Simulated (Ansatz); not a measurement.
BSi2NH8: which of these isomers lies lowest?

2 of its isomers, all singlets with charge 0: A = `BN([SiH3])[SiH3]`; B = `BN[SiH2][SiH3]`.

Shapes, held fixed at every level: PBE0-D4/def2-TZVP. Flexible molecules stand in one conformer, not always the lowest. Programs: Ansatz 0.2.0.

A:

```xyz
12

B    -0.9685    0.9878   -0.9151
N    -0.1647    0.1487   -0.1190
Si   -0.6821   -0.4334    1.4497
Si    1.4049   -0.3058   -0.7620
H    -2.0504    1.3349   -0.5350
H    -0.5523    1.3512   -1.9833
H     0.2795    0.0083    2.4935
H    -2.0314    0.1073    1.7335
H    -0.7123   -1.9194    1.4514
H     2.2424    0.8973   -0.9879
H     1.2496   -1.0496   -2.0356
H     2.0622   -1.1823    0.2438
```

B:

```xyz
12

B    -0.2954    2.3129    0.3459
N    -0.3572    0.9819    0.7714
Si   -0.7922   -0.4108   -0.1968
Si    1.0295   -1.8660   -0.4394
H    -0.5824    2.5736   -0.7876
H     0.0421    3.1648    1.1175
H    -0.1023    0.8006    1.7330
H    -1.9102   -1.1464    0.4591
H    -1.2478    0.0976   -1.5137
H     2.1373   -1.1996   -1.1755
H     1.5336   -2.2738    0.9018
H     0.6221   -3.0901   -1.1817
```

Electronic energies in kJ/mol, without zero-point or thermal terms.

```tsv
level	kind	B − A
PBE-D4/def2-TZVPP	GGA	+20.7
r2SCAN0-D4/def2-TZVPP	global hybrid	+37.5
B2PLYP/def2-TZVPP	double hybrid	+42.0
MP2/def2-TZVPP	perturbation theory	+52.7
CCSD/def2-SVP	coupled cluster or CI	+41.2
CCSD/def2-TZVPP	coupled cluster or CI	+44.8
CCSD(T)/CBS estimate	coupled cluster or CI	+44.1
```

The highest level, CCSD(T)/CBS estimate, puts A lowest of these. All levels agree on that. The B − A difference spans +20.7 to +52.7 kJ/mol over the levels. The CBS estimate extrapolates MP2 from def2-TZVPP and def2-QZVPP and adds CCSD(T) − MP2 in the triple-zeta set, cores frozen.

The disilylated aminoborane A lies clearly below the disilanyl isomer B, by +44.1 kJ/mol at the highest level. The main reason is the exchange of bonds: going from A to B gives up a Si–N and a Si–H bond for a Si–Si and an N–H bond. The N–H bond is stronger than the Si–H bond it replaces, but this doesn't make up for losing a strong, polar Si–N bond in favour of a weaker, nearly nonpolar Si–Si bond. Donation from the nitrogen lone pair into the empty boron p orbital is available in both isomers, with an essentially planar nitrogen in each, so B–N π bonding probably contributes little to the gap.

The ordering is secure, but its size is sensitive to the treatment of correlation: PBE gives less than half the reference gap and MP2 overshoots it, probably because their errors for the exchanged bond types don't cancel. B2PLYP and CCSD in the larger basis come close to the reference. The energies say nothing about the barrier to silyl or hydrogen migration between the two isomers.
